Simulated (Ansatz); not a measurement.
CClF2 (chlorodifluoromethyl radical): the vertical ionisation energy, rung by rung

CClF2 has 4 atoms, charge 0, and is taken as a doublet. As SMILES, `F[C](F)Cl`. The shape is that of a PBE0-D4/def2-TZVP optimisation.

Each level gives the vertical ionisation energy (to the singlet cation) (eV). The values are calculated.

| level | kind | program | value (eV) | less FCI/STO-3G | CPU time (all runs) |
| --- | --- | --- | --- | --- | --- |
| U-r2SCAN/STO-3G | meta-GGA | Ansatz | 7.32 | +0.96 | 7.1 s |
| UB3LYP/STO-3G | global hybrid | Ansatz | 7.46 | +1.10 | 2.8 s |
| UPBE0/STO-3G | global hybrid | Ansatz | 7.57 | +1.21 | 2.7 s |
| U-wB97M-V/STO-3G | range-separated hybrid | Ansatz | 7.31 | +0.95 | 41 s |
| U-wB97X/STO-3G | range-separated hybrid | Ansatz | 7.64 | +1.28 | 13 s |
| UCAM-B3LYP/STO-3G | range-separated hybrid | Ansatz | 7.64 | +1.28 | 3.5 s |
| UB2PLYP/STO-3G | double hybrid | Ansatz | 7.15 | +0.79 | 3.6 s |
| UCCSD/STO-3G | coupled cluster or CI | Ansatz | 6.62 | +0.26 | 0.52 s |
| FCI/STO-3G | exact in the basis | Ansatz | 6.36 | 0.00 | 16 s |

FCI/STO-3G is exact within its basis and frozen core, so for wave-function methods in that basis the difference is their error; functionals converge differently with the basis, so for them it is only a difference. The values span 6.36 to 7.64 eV. All rows use very small basis sets, so even the best lies far from the true value. CPU times are rough (shared hosts, several kinds of processor): they show what a rung costs within a factor of a few.

Every approximate level places the ionisation energy above the FCI value, and UCCSD comes closest at +0.26 eV. The sign of that error means that UCCSD recovers the neutral radical better than the cation. Ionisation empties the mainly carbon-centred, singly occupied orbital, leaving a low-lying acceptor for fluorine and chlorine lone pairs; connected triples and higher excitations probably matter more there.

The functionals do not sort by kind: U-wB97M-V (7.31 eV) lies beside the meta-GGA (7.32 eV), whereas the other two range-separated hybrids share the highest value. Range separation alone therefore does not set the result.

Even the highest value is below the known ionisation energy of this radical. The likely cause is the rigid minimal basis, whose fixed valence functions describe the neutral's outer electron poorly. Because the cation would relax from the radical's pyramidal shape towards planarity, strengthening π donation from the halogens, these vertical energies do not give the adiabatic threshold.
